**Q:** I have tetragonal hafnia, squeezed by up to 12 % and stretched by only 3 %. Can I say what it does at 6 and 10 % stretch?

Tetragonal HfO2 (P4_2/nmc, 6-atom cell), shape and atoms relaxed at each fixed volume. Ansatz 0.2.0, PBE, plane-wave PAW, scalar-relativistic, no spin polarisation, cutoff 420 eV, Gamma-centred 6×6×4 k mesh, Gaussian smearing 0.02 eV. Energies count from the minimum of a third-order Birch-Murnaghan fit; pressures are from the computed stress, positive in compression.

```tsv
volume per atom (Å³/atom)	energy over minimum (meV/atom)	pressure (GPa)	band gap on mesh (eV)
10.030	115.7	31.10	4.466
10.372	60.4	20.96	4.528
10.714	24.9	12.56	4.595
11.055	5.8	5.67	4.667
11.397	-0.1	0.02	4.670
11.739	4.8	-4.52	4.679
12.081	?	?	?
12.537	?	?	?
```

**A:** Start with the pressure, $P$, which is negative when the crystal is under tension. Compare the two rows on either side of the relaxed volume, 11.397 Å³ an atom. Squeezing by 3 % costs 5.67 GPa, but stretching by 3 % needs only 4.52 GPa. The crystal is already softer on the stretched side.

**Q:** Will it go on softening?

**A:** Two limits say so. For a tiny change of volume $V$ the crystal obeys Hooke's law, $P=-B\ln(V/V_r)$, with $V_r$ the relaxed volume and $B$ the bulk modulus, here about 169 GPa. With the atoms pulled far apart there is no force left, and $P$ returns to zero. So the tension has to pass through a maximum, and $B$ must fall to zero there.

Hooke's law therefore gives too much tension for a large stretch. At 12.537 Å³, $\ln(V/V_r)$ is 0.095, which would mean 16 GPa. The true value should lie well below that.

**Q:** How far below?

**A:** For that we need the curvature, which the compressed rows supply. Define a strain $e=(V_r/V)^{2/3}-1$ and write the energy as a power series in it. Since $P=-dE/dV$, and $de/dV$ is proportional to $V^{-5/3}$, the pressure becomes

$$P=\left(\frac{V_r}{V}\right)^{5/3}\left(c_0+c_1e+c_2e^2+c_3e^3\right).$$

This is the Birch-Murnaghan equation. The usual third-order form stops at $e^2$; fourth order keeps $e^3$. I fitted both to the six known pressures, and the extra term cut the typical misfit from 0.03 to 0.004 GPa. Four constants for six points is generous, but the improvement suggests that the softening runs ahead of the third-order form.

**Q:** Please work out the last row.

**A:** It took no part in the fit. There $e=-0.0616$ and the factor in front is 0.853. In GPa, the fourth-order constants give

$$P=0.853\,(0.03-15.59+1.56+0.21)=-11.8.$$

The first large term is the linear response, and the next two take tension away. Third order would give -12.3 GPa.

I forecast **-8.1 ± 0.3 GPa** at 12.081 Å³ and **-11.7 ± 0.8 GPa** at 12.537 Å³. The last value lies slightly on the weaker side of the fourth-order result, because going from third to fourth order already took tension away. The bars are judgements, guided by the distance between the two orders. I widened them because the shape and the atoms are free to relax, so the cell might slip into a more strongly distorted form.

**Q:** Does the energy need a separate model?

**A:** No, it is the work done against the tension, $-\int P\,dV$. Integrated from the relaxed volume, the fitted pressures reproduce the known energies to within 0.1 meV an atom, so the two columns tell the same story. (The -0.1 meV at the relaxed volume is scatter, since the energies count from the minimum of a fitted curve.) My forecasts are **18.5 ± 0.7** and **47 ± 3 meV an atom**.

**Q:** And the gap? It grew steadily as the crystal expanded, and then it stopped.

**A:** That bend decides the forecast. From 10.030 to 11.055 Å³ the gap rises by 0.201 eV, and if that line went on, it would reach about 4.96 eV at 12.537 Å³. Over the next two steps, however, the gap gains only 0.012 eV.

A gap is the smallest of many energy differences between filled and empty states. If one difference rises steeply with volume and another hardly moves, the gap follows the steep one until it meets the flat one, and then stays with the flat one. Such a switch can only reduce the slope on the way to larger volume. The band edges of the known runs show one here. The lowest empty state stays at the zone centre, but the highest filled state on the mesh moves from the zone corner (½, ½, ½) at 10.372 Å³ to (0, 0, ½) at 11.397 Å³. The mesh of k points can miss the true band edges, so each gap in the table is an upper limit to the PBE gap.

**Q:** So you bet on the flat branch?

**A:** Yes: **4.69 ± 0.05 eV**, then **4.70 ± 0.10 eV**. The bars leave room for another switch, and they exclude the old steep line.

The withheld rows as computed:

```tsv
volume per atom (Å³/atom)	energy over minimum (meV/atom)	pressure (GPa)	band gap on mesh (eV)
12.081	18.3	-8.09	4.691
12.537	46.4	-11.54	4.717
```

**Q:** All six values lie inside your bars. Was the model right, then?

**A:** It was good, with an error that has a direction. At 12.537 Å³ the fourth-order formula overstates the tension by 0.22 GPa, or 2 % of the computed value, and third order overstates it by 0.77 GPa, or 7 %. My bar was wide enough to hold both, so the hit alone doesn't choose between them; the sizes of the misses do.

Both formulas err towards too much tension because the crystal softens faster than either series, cut off where it is, can follow. Between the last two rows the mean bulk modulus is only 93 GPa, little more than half its value at the relaxed volume. The energies, 0.2 and 0.6 meV below my forecasts, lean the same way.

**Q:** What in the crystal gives way?

**A:** Part of it is common to most solids: the further a bond is stretched, the less extra pull each further bit of stretch adds. Tetragonal hafnia has a further freedom, since each hafnium has four near oxygens and four more distant ones. When the cell expands, the long bonds can take up more of the stretch than the short ones, and that makes the crystal softer than if all eight had to lengthen alike. This is a plausible reading of the extra softening, which the pressures alone can't confirm.

**Q:** The gap came out slightly above your forecast at the end.

**A:** By 0.017 eV, because the flat branch isn't quite flat. Per unit of $\ln V$, the gap rises by 0.1 eV in the first step after the bend and by 0.7 eV in the last. A switch of band edge would lower the slope, so this slow steepening belongs to the branch itself. A growing tetragonal distortion could cause it. Under compression the ratio c/a of this cell moves towards √2, its value in cubic hafnia, and the cubic form has the smaller gap at this level of theory. Stretching should lead the other way.

**Q:** Does the smooth curve mean that the tetragonal phase survives such a stretch?

**A:** No. The relaxations keep the symmetry of the start, and the energies count from this phase's own minimum. A path to another phase, such as the monoclinic ground state, would not show up here.

**Q:** What does it mean for hafnia as a gate dielectric?

**A:** That a uniform stretch hardly alters the gap: 10 % in volume adds 0.05 eV. A 12 % squeeze takes away 0.2 eV. These are changes of a PBE gap, which is itself too small, and a film strained in its plane follows a different path. Leakage also depends on how the gap is shared between the barriers for electrons and for holes, and on defects. The printed analysis below gives the fits and the misses row by row.

Output of the analysis:

```
fit of pressure on 6 rows: coefficient of w 0.06213 +/- 0.026, coefficient of w*st 254.5 +/- 1.2, coefficient of w*st**2 312 +/- 15; rms 0.0333, worst 10.372 -0.0445, leave-one-out rms 0.11
  rows outside the fit (model, value, miss): 12.081 -8.333, -8.09, -0.243; 12.537 -12.31, -11.54, -0.767
fit of pressure on 6 rows: coefficient of w 0.02608 +/- 0.0043, coefficient of w*st 253.1 +/- 0.19, coefficient of w*st**2 410.9 +/- 7.6, coefficient of w*st**3 -916.3 +/- 68; rms 0.0035, worst 11.397 0.00608, leave-one-out rms 0.0213
  rows outside the fit (model, value, miss): 12.081 -8.142, -8.09, -0.0516; 12.537 -11.76, -11.54, -0.222
Steps from the row before, and model less computed value:
     row  mean bulk modulus GPa  gap change per ln V eV  3rd order pressure miss GPa  4th order pressure miss GPa  3rd order energy miss meV  4th order energy miss meV  steep gap line miss eV
   10.03                    n/a                     n/a                      0.02539                    -0.000824                    -0.0781                   -0.05916                       0
  10.372                  302.4                   1.849                     -0.04452                     0.002526                    0.04042                   0.007062                0.005065
  10.714                  258.9                   2.065                     -0.01451                   -0.0007196                     0.1225                    0.01511                0.005131
  11.055                  219.9                   2.298                      0.02745                    -0.004947                    0.04839                   -0.03566                       0
  11.397                  185.4                 0.09847                      0.04213                      0.00608                          0                          0                 0.06407
  11.739                  153.6                  0.3044                     -0.03598                    -0.002116                    0.06033                    0.07747                  0.1221
  12.081                  124.3                  0.4179                      -0.2433                     -0.05155                     0.4529                     0.2455                  0.1772
  12.537                  93.12                  0.7017                      -0.7666                      -0.2217                      1.984                     0.7667                  0.2406
bulk modulus at the relaxed volume, fourth order [GPa]: 168.8
pressure derivative of the bulk modulus, third order: 5.634
pressure derivative of the bulk modulus, fourth order: 6.165
pressure forecasts -8.1 ± 0.3 and -11.7 ± 0.8 GPa, forecast less computed [GPa]: -0.01, -0.16
energy forecasts 18.5 ± 0.7 and 47 ± 3 meV an atom, forecast less computed [meV/atom]: 0.2, 0.6
gap forecasts 4.69 ± 0.05 and 4.70 ± 0.10 eV, forecast less computed [eV]: -0.001, -0.017
```
